**Identifying 4d(+3) ions from their Hartree-Fock energy parts**

The table holds the total, kinetic, electron-nucleus and electron-electron energies of Zr³⁺ to Cd³⁺ from non-relativistic, configuration-averaged Hartree-Fock at the basis limit, with the ratio −Vee/Vne. The program sorts six of the rows by energy, counts the gaps, inverts the parameter-free Thomas-Fermi formula with Scott and Schwinger terms for Z, and cross-checks with the Hellmann-Feynman relation. The formula misses the energies by 4.75 to 6.95 hartree against steps above 200 hartree and returns Z within 0.026, while the Thomas-Fermi term alone is about three units low. The ratio varies by only 0.46 % and has a smooth minimum at Ru³⁺/Rh³⁺, where the increment ΔVee/Δ|Vne| crosses the running value, so it cannot identify most rows. With the average 4d–4d repulsion subtracted the ratio falls at every step, which is consistent with that term producing the turn but does not prove it.

Triply charged ions of the 4d series, calculated with B-spline radial code 1 using non-relativistic Hartree-Fock at the basis-set limit, for spherical atoms with a point nucleus. Energies are averages over the configuration, and Vee and Vne are the electron-electron and electron-nucleus energies.

## Analysis program

```python
# Table: total energy and its parts (hartree) of 4d(+3) ions, B-spline radial code,
# non-relativistic Hartree-Fock, configuration average, point nucleus, basis limit.
# Tested: which columns identify six unlabelled rows (order, gaps, Thomas-Fermi-Scott-
# Schwinger estimate of Z, Hellmann-Feynman ratio) and why -Vee/Vne cannot.
T = {
    'ion': ['Zr3+', 'Nb3+', 'Mo3+', 'Tc3+', 'Ru3+', 'Rh3+', 'Pd3+', 'Ag3+', 'Cd3+'],
    'Z': [40, 41, 42, 43, 44, 45, 46, 47, 48],
    'N': [37, 38, 39, 40, 41, 42, 43, 44, 45],
    'configuration': ['[Kr] 4d1', '[Kr] 4d2', '[Kr] 4d3', '[Kr] 4d4', '[Kr] 4d5', '[Kr] 4d6', '[Kr] 4d7', '[Kr] 4d8', '[Kr] 4d9'],
    'E': [-3537.537, -3751.961, -3973.717, -4202.89, -4439.566, -4683.829, -4935.764, -5195.454, -5462.985],  # hartree
    'T': [3537.54, 3751.96, 3973.72, 4202.89, 4439.57, 4683.83, 4935.76, 5195.45, 5462.99],  # hartree
    'Vne': [-8390.88, -8896.18, -9419.56, -9961.24, -10521.4, -11100.4, -11698.3, -12315.5, -12952.2],  # hartree
    'Vee': [1315.8, 1392.26, 1472.13, 1555.46, 1642.3, 1732.73, 1826.81, 1924.61, 2026.21],  # hartree
    'ratio': [0.1568, 0.1565, 0.1563, 0.1562, 0.1561, 0.1561, 0.1562, 0.1563, 0.1564],
}
import numpy as np
from scipy.optimize import brentq
from scipy.constants import physical_constants as pc
Ha = pc['Hartree energy in eV'][0]
ion = T['ion']
Z, E, K, Vne, Vee, r = (np.array(T[k], float) for k in ('Z', 'E', 'T', 'Vne', 'Vee', 'ratio'))
shown = [0, 2, 3, 4, 5, 6]
n = np.arange(1, 10)  # 4d electrons
# further outputs of the same runs (eV): ionisation energy, 4d-4d Slater integrals
IE = np.array([33.77317, 36.26351, 38.71364, 41.13626, 43.5404, 45.93275, 48.31842, 50.7014, 53.08487])/Ha
F0 = np.array([13.47903, 14.47822, 15.44313, 16.38163, 17.29914, 18.19956, 19.08581, 19.96012, 20.82424])
F2 = np.array([6.915535, 7.40996, 7.886401, 8.349031, 8.800723, 9.243542, 9.679026, 10.10835, 10.53244])
F4 = np.array([4.542545, 4.86988, 5.185149, 5.491133, 5.789751, 6.082386, 6.370072, 6.653599, 6.933586])
print(f"Virial: max|T+E| = {abs(K+E).max():.3f}, max|Vne+Vee-2E| = {abs(Vne+Vee-2*E).max():.3f} hartree (rounding 0.006, 0.06)")
s = sorted(shown, key=lambda i: -E[i])
gaps = [E[a]-E[b] for a, b in zip(s, s[1:])]
print("Shown rows sorted by |E|; gaps (hartree): " + ", ".join(f"{g:.3f}" for g in gaps))
print("Gap / second gap: " + ", ".join(f"{g/gaps[1]:.2f}" for g in gaps))
a, c = 0.768745, 0.269900  # Thomas-Fermi and Schwinger coefficients
f = lambda z: -a*z**(7/3) + 0.5*z**2 - c*z**(5/3)
Zs = np.array([brentq(lambda z: f(z)-e, 20, 70) for e in E])
Ztf = (-E/a)**(3/7)
print("Neutral-atom formula TF+Scott+Schwinger (* = shown row); energies in hartree")
print("ion     formula E, E-formula (%), miss with Z-1, Z+1, Z from formula, Z from TF alone")
for i in range(9):
    d = E[i]-f(Z[i])
    print(f"{ion[i]}{'*' if i in shown else ' '} {f(Z[i]):9.1f} {d:6.2f} ({100*d/E[i]:.2f}) {E[i]-f(Z[i]-1):7.1f} {E[i]-f(Z[i]+1):6.1f} {Zs[i]:6.2f} {Ztf[i]:6.2f}")
w = int(abs(Zs-Z).argmax())
print(f"Worst Z estimate: {ion[w]}, off by {Zs[w]-Z[w]:.3f}")
print("Steps (hartree): dE, mean Vne/dE, minus (Z+1/2), dE - mean(Vne/Z), -IE of heavier ion, dVee/d|Vne|")
Vn = 2*E - Vee  # electron-nucleus energy from the finer-rounded columns
R = -Vee/Vn
m = -np.diff(Vee)/np.diff(Vn)
q = (Vne[1:]+Vne[:-1])/2/np.diff(E)
for i in range(8):
    dE = E[i+1]-E[i]
    rem = dE - (Vne[i]/Z[i]+Vne[i+1]/Z[i+1])/2
    print(f"{ion[i]}->{ion[i+1]} {dE:9.3f} {q[i]:6.2f} {q[i]-Z[i]-0.5:6.2f} {rem:6.2f} {-IE[i+1]:6.2f} {m[i]:.4f}")
dd = n*(n-1)/2*(F0-2/63*(F2+F4))/Ha
R2 = -(Vee-dd)/Vn
Vf = -7/3*a*Z**(7/3) + Z**2 - 5/3*c*Z**(5/3)
Rf = -(2*f(Z)-Vf)/Vf
print("ion   ratio printed, recomputed, 4d-4d repulsion (hartree), ratio without it, formula ratio")
for i in range(9):
    print(f"{ion[i]} {r[i]:.4f} {R[i]:.6f} {dd[i]:6.2f} {R2[i]:.5f} {Rf[i]:.4f}")
print(f"Rounding of recomputed ratio about {0.006/abs(Vn).min():.0e}; of printed ratio 5e-05")
print(f"Ratio range {R.max()-R.min():.5f} ({100*(R.max()-R.min())/R.min():.2f} %), minimum at {ion[int(R.argmin())]}; |E| grows {100*(E[-1]/E[0]-1):.1f} %")
print(f"Ratio differences: Rh-Ru {R[5]-R[4]:.1e}, Pd-Tc {R[6]-R[3]:.1e}, Ag-Mo {R[7]-R[2]:.1e}")
print(f"4d-4d repulsion / |Vne| in {ion[-1]}: {dd[-1]/abs(Vn[-1]):.5f}; Thomas-Fermi neutral ratio 1/7 = {1/7:.4f}")
assert abs(K+E).max() < 0.006 and abs(Vne+Vee-2*E).max() < 0.06
assert np.all(np.diff(E) < 0) and np.all(abs(Zs-Z) < 0.1) and 1.8 < gaps[0]/gaps[1] < 2.0
assert np.all(np.diff(m) > 0) and int(R.argmin()) in (4, 5)
assert np.all(np.diff(R2) < 0)
```

Output:

```
Virial: max|T+E| = 0.005, max|Vne+Vee-2E| = 0.038 hartree (rounding 0.006, 0.06)
Shown rows sorted by |E|; gaps (hartree): 436.180, 229.173, 236.676, 244.263, 251.935
Gap / second gap: 1.90, 1.00, 1.03, 1.07, 1.10
Neutral-atom formula TF+Scott+Schwinger (* = shown row); energies in hartree
ion     formula E, E-formula (%), miss with Z-1, Z+1, Z from formula, Z from TF alone
Zr3+*   -3532.8  -4.75 (0.13)  -211.8  209.5  40.02  37.14
Nb3+    -3747.1  -4.89 (0.13)  -219.2  216.7  41.02  38.09
Mo3+*   -3968.7  -5.03 (0.13)  -226.6  224.0  42.02  39.04
Tc3+*   -4197.7  -5.18 (0.12)  -234.2  231.3  43.02  39.99
Ru3+*   -4434.2  -5.37 (0.12)  -241.9  238.6  44.02  40.94
Rh3+*   -4678.2  -5.62 (0.12)  -249.6  246.0  45.02  41.89
Pd3+*   -4929.8  -5.96 (0.12)  -257.6  253.3  46.02  42.84
Ag3+    -5189.1  -6.39 (0.12)  -265.6  260.6  47.02  43.79
Cd3+    -5456.0  -6.95 (0.13)  -273.9  267.8  48.03  44.74
Worst Z estimate: Cd3+, off by 0.026
Steps (hartree): dE, mean Vne/dE, minus (Z+1/2), dE - mean(Vne/Z), -IE of heavier ion, dVee/d|Vne|
Zr3+->Nb3+  -214.424  40.31  -0.19  -1.05  -1.33 0.1513
Nb3+->Mo3+  -221.756  41.30  -0.20  -1.13  -1.42 0.1526
Mo3+->Tc3+  -229.173  42.28  -0.22  -1.21  -1.51 0.1538
Tc3+->Ru3+  -236.676  43.27  -0.23  -1.29  -1.60 0.1550
Ru3+->Rh3+  -244.263  44.26  -0.24  -1.36  -1.69 0.1562
Rh3+->Pd3+  -251.935  45.25  -0.25  -1.44  -1.78 0.1573
Pd3+->Ag3+  -259.690  46.24  -0.26  -1.52  -1.86 0.1585
Ag3+->Cd3+  -267.531  47.22  -0.28  -1.60  -1.95 0.1596
ion   ratio printed, recomputed, 4d-4d repulsion (hartree), ratio without it, formula ratio
Zr3+ 0.1568 0.156813   0.00 0.15681 0.1614
Nb3+ 0.1565 0.156501   0.52 0.15644 0.1613
Mo3+ 0.1563 0.156284   1.66 0.15611 0.1612
Tc3+ 0.1562 0.156151   3.52 0.15580 0.1611
Ru3+ 0.1561 0.156091   6.19 0.15550 0.1610
Rh3+ 0.1561 0.156096   9.76 0.15522 0.1609
Pd3+ 0.1562 0.156160  14.34 0.15493 0.1608
Ag3+ 0.1563 0.156275  19.99 0.15465 0.1607
Cd3+ 0.1564 0.156438  26.82 0.15437 0.1607
Rounding of recomputed ratio about 7e-07; of printed ratio 5e-05
Ratio range 0.00072 (0.46 %), minimum at Ru3+; |E| grows 54.4 %
Ratio differences: Rh-Ru 5.4e-06, Pd-Tc 8.5e-06, Ag-Mo -9.1e-06
4d-4d repulsion / |Vne| in Cd3+: 0.00207; Thomas-Fermi neutral ratio 1/7 = 0.1429
```
